# Solution key: admittance of the P$_{b0}$ donor level on p-type Si

**Problem.** The P$_{b0}$ centre at the Si(100)/SiO$_2$ interface is a dangling bond on a silicon atom bonded to three other silicon atoms. Treat $N$ identical, independent centres per unit area with a sharp donor level $(+/0)$ at $E_T$, in a MOS capacitor on p-Si biased in depletion. (a) Set up and solve the rate equations. (b) Find the small-signal admittance. (c) Find the height, position and width of the conductance peak. (d) Evaluate. (e) Size the neglected terms. (f) Compare with the general single-level result.

**Conventions.** $f$ is the probability that a centre holds the electron (neutral state). The band bending $\psi_s$ is positive in depletion, $u=q\psi_s/kT$, signals vary as $e^{j\omega t}$, $\nu=\omega/2\pi$, and all admittances are per unit area. The hole Fermi level is taken as flat across the depletion layer, so the surface hole density $p_s=N_Ae^{-u}$ follows the signal at once. Statistics are non-degenerate and acceptors fully ionised.

**Inputs.** $T=300$ K, so $kT/q=25.85$ mV. Compiled values for Si: $E_g=1.12$ eV (Wing 2021), $\varepsilon_s=11.7\,\varepsilon_0$ (Ioffe Institute). Approximate or typical values: $N_v=3.1\times10^{19}$ and $N_c=2.8\times10^{19}$ cm$^{-3}$, $E_T-E_v=0.30$ eV, acceptor level $E_2-E_v=0.85$ eV, $\sigma_p=10^{-16}$ cm$^2$, $v_{th}=10^7$ cm/s, $\varepsilon_{ox}=3.9\,\varepsilon_0$. Assumed: $N=2\times10^{11}$ cm$^{-2}$, $N_A=10^{17}$ cm$^{-3}$, oxide thickness 5 nm. The capture coefficient is $c_p=\sigma_pv_{th}=1.0\times10^{-9}$ cm$^3$/s.

## (a) Three-state model

The empty orbital is one state, $+$. The neutral centre holds one unpaired electron and has two states, $\uparrow$ and $\downarrow$. A neutral centre captures a hole at the rate $k=c_pp_s$. A positive centre emits a hole at the total rate $e_p$, half into each spin state. Spin flips occur at the rate $w$. For $\mathbf P=(P_+,P_\uparrow,P_\downarrow)^T$,

$$\dot{\mathbf P}=W\mathbf P,\qquad W=\begin{pmatrix}-e_p&k&k\\ e_p/2&-k-w&w\\ e_p/2&w&-k-w\end{pmatrix}.$$

The characteristic polynomial factorises,

$$\det(\lambda-W)=\lambda\,(\lambda+k+e_p)\,(\lambda+k+2w).$$

The root $-(k+2w)$ belongs to the vector $(0,1,-1)$, a spin polarisation that carries no charge. Adding the last two rows, with $f=P_\uparrow+P_\downarrow=1-P_+$, removes $w$ exactly:

$$\dot f=e_p(1-f)-c_pp_sf .$$

In equilibrium the grand-canonical weights are $1:e^{(E_F-E_T)/kT}:e^{(E_F-E_T)/kT}$, which defines $E_T$. Hence $f_0/(1-f_0)=2e^{(E_F-E_T)/kT}$. With $p_s=N_ve^{-(E_F-E_v)/kT}$ at the surface, setting $\dot f=0$ gives

$$e_p=c_pp_1,\qquad p_1=2N_ve^{-(E_T-E_v)/kT},\qquad f_0=\frac{p_1}{p_s+p_1}.$$

The emission rate does not depend on bias. The charge mode relaxes with

$$\boxed{\tau=\frac{1}{c_p(p_s+p_1)}=\frac{1-f_0}{c_pp_s}}$$

because $1-f_0=p_s/(p_s+p_1)$.

## (b) Linearisation

A signal $\delta u=q\,\delta\psi_s/kT$ changes only the capture rate, through $\delta p_s=-p_s\,\delta u$. To first order,

$$j\omega\,\delta f=-\frac{\delta f}{\tau}+c_pp_sf_0\,\delta u .$$

Since $c_pp_s=(1-f_0)/\tau$,

$$\delta f=\frac{f_0(1-f_0)}{1+j\omega\tau}\,\frac{q\,\delta\psi_s}{kT}.$$

The perturbation acts equally on both spins, so the spin mode is not excited. The trapped charge is $Q_T=qN(1-f)$, so $\delta Q_T=-qN\,\delta f$. The gate carries the compensating charge, and the gate current due to the traps is $-j\omega\,\delta Q_T$. Dividing by $\delta\psi_s$,

$$\boxed{Y=\frac{j\omega C_T}{1+j\omega\tau},\qquad C_T=\frac{q^2N f_0(1-f_0)}{kT}}$$

This is a capacitor $C_T$ in series with a resistor $R_T=\tau/C_T$. As a test, $df_0/du=f_0(1-f_0)$ for $f_0=p_1/(p_1+N_Ae^{-u})$, so $C_T=-dQ_T/d\psi_s$ is the static capacitance, as the limit $\omega\to0$ requires. The spin factor 2 enters only through $p_1$.

## (c) Line shape

Write $Y=G_p+j\omega C_p$ and $x=\omega\tau$:

$$\frac{G_p}{\omega}=\frac{C_T\,x}{1+x^2},\qquad C_p=\frac{C_T}{1+x^2}.$$

The derivative of $x/(1+x^2)$ is $(1-x^2)/(1+x^2)^2$, so the maximum lies at $x=1$ with height $C_T/2$. Half height requires $x/(1+x^2)=1/4$, that is $x^2-4x+1=0$ and $x_\pm=2\pm\sqrt3=3.732$ and $0.268$. The product $x_+x_-=1$ shows the symmetry in $\log\omega$, and

$$\text{FWHM}=\log_{10}\frac{x_+}{x_-}=2\log_{10}(2+\sqrt3)=1.144\ \text{decades},$$

independent of bias, temperature and $c_p$. The peak is one of $G_p/\omega$. The conductance $G_p$ itself rises monotonically to $C_T/\tau$.

## (d) Numbers

Intermediate values are carried unrounded, and the figures are those of the model with the stated inputs. One finds $p_1=5.66\times10^{14}$ cm$^{-3}$, $e_p=5.66\times10^5$ s$^{-1}$ and $q^2N/kT=1.24\ \mu$F/cm$^2$. Each bias follows from $\psi_s=(kT/q)\ln(N_A/p_s)$, and $\nu_{pk}=1/2\pi\tau$.

| $p_s/p_1$ | $\psi_s$ (V) | $f_0$ | $C_T$ (nF/cm$^2$) | $\tau$ ($\mu$s) | $\nu_{pk}$ (kHz) | $(G_p/\omega)_{pk}$ (nF/cm$^2$) |
|---|---|---|---|---|---|---|
| 10 | 0.074 | 0.091 | 102 | 0.161 | 990 | 51.2 |
| 1 | 0.134 | 0.500 | 310 | 0.884 | 180 | 155 |
| 0.1 | 0.193 | 0.909 | 102 | 1.61 | 99.0 | 51.2 |

The largest peak, $q^2N/8kT$, occurs at $f_0=1/2$. There $E_F$ lies $kT\ln2=17.9$ meV below $E_T$, at $E_v+0.282$ eV. The half-height frequencies are 48.3 and 672 kHz, and $R_T=2.85\ \Omega\,$cm$^2$. The height is symmetric under $f_0\to1-f_0$ while $\tau$ is not: deeper in depletion it saturates at $1/e_p=1.77\ \mu$s.

**At the terminals.** $Y$ refers to $\delta\psi_s$, not to the gate voltage. It lies in parallel with the space-charge capacitance $C_s$, and both lie in series with $C_{ox}$. The first integral of Poisson's equation, with minority carriers dropped, gives $|Q_s|=(\varepsilon_s/L_D)(kT/q)\sqrt{2(e^{-u}+u-1)}$ with $L_D=\sqrt{\varepsilon_skT/q^2N_A}=12.9$ nm, so

$$C_s=\frac{\varepsilon_s}{L_D}\,\frac{1-e^{-u}}{\sqrt{2(e^{-u}+u-1)}} .$$

At $f_0=1/2$, $u=5.17$ and $C_s=276$ nF/cm$^2$, while $C_{ox}=691$ nF/cm$^2$. With $A=C_{ox}+C_s$ the series combination gives

$$\frac{Y_m}{j\omega}=C_{ox}-\frac{C_{ox}^2}{A+C_T/(1+j\omega\tau)}=\frac{C_{ox}C_s}{A}+\frac{C_{ox}^2C_T}{A(A+C_T)}\,\frac{1}{1+j\omega\tau'},\qquad \tau'=\frac{A\,\tau}{A+C_T}.$$

The terminal peak has the same width, but $\tau'/\tau=0.757$ moves it to 238 kHz and its height is 59.9 nF/cm$^2$. $C_{ox}$ must be removed before $C_T$ and $\tau$ are read off.

## (e) Neglected terms at $f_0=1/2$

*Conduction band.* Electron capture and emission add $c_nn_s+e_n=c_nn_s/f_0$ to $1/\tau$. With $n_i^2=N_cN_ve^{-E_g/kT}=1.3\times10^{20}$ cm$^{-6}$, $n_s=n_i^2/p_s=2.3\times10^5$ cm$^{-3}$. The ratio to the hole rate is $(c_n/c_p)(n_s/p_s)=4\times10^{-10}\,c_n/c_p$, negligible even if the Coulomb attraction of the positive centre makes $c_n$ much larger than $c_p$.

*Negative charge state.* The doubly occupied state is a singlet, so $P_-/f_0=\tfrac12e^{(E_F-E_2)/kT}=1.4\times10^{-10}$.

*Finite amplitude.* In the quasi-static limit, $\delta u=a\cos\omega t$ gives $f-\tfrac12=\tfrac12\tanh(\delta u/2)\approx\delta u/4-\delta u^3/48$. Because $\cos^3\omega t$ contains $\tfrac34\cos\omega t$, the fundamental is reduced by the fraction $a^2/16$. An amplitude $\delta\psi_s=10$ mV has $a=0.387$ and a reduction of 0.9 %.

## (f) Comparison with the general result

For a level that exchanges electrons with the conduction band, $\dot f=c_nn_s(1-f)-e_nf$ and $\delta n_s=+n_s\,\delta u$. The same steps give the same $Y$ and $C_T$ with $\tau=1/(c_nn_s+e_n)=f_0/(c_nn_s)$. The model above is its mirror image under $f\to1-f$, $c_nn_s\to c_pp_s$. In both cases $\tau$ is the equilibrium probability of the state produced by capture, divided by the capture rate. The peak $C_T/2$ at $\omega\tau=1$ and the width of 1.144 decades carry over unchanged. The electron form must not be used for this level on depleted p-Si: at $f_0=1/2$ with $c_n=c_p$ it would give $2.1\times10^3$ s in place of 0.884 $\mu$s.

The sharp level is the idealisation that matters. Real P$_{b0}$ donor levels are typically spread over 0.1 to 0.2 eV, several $kT$. For a flat density $D$ per unit energy and constant $c_p$, the relation $df_0/dE_T=-f_0(1-f_0)/kT$ turns the sum over levels into an integral over $s=1-f_0$. With $y=\omega/c_pp_s$ each level has $\omega\tau=ys$, and

$$\frac{G_p}{\omega}=q^2D\int_0^1\frac{ys}{1+y^2s^2}\,ds=q^2D\,\frac{\ln(1+y^2)}{2y}.$$

This peaks at $y=1.98$ with height $0.402\,q^2D$ and is 1.46 decades wide. Spreading the same $N$ over 0.15 eV gives $D=1.3\times10^{12}$ cm$^{-2}$eV$^{-1}$ and, treating it as flat around $E_F$, a peak of 86 nF/cm$^2$. The model's 155 nF/cm$^2$ therefore lies roughly a factor of two above what the same number of real centres typically gives, its line is too narrow, and lateral fluctuations of $\psi_s$ lower and widen the peak further. The model's 180 kHz is proportional to $\sigma_p$, which is typically known only to an order of magnitude.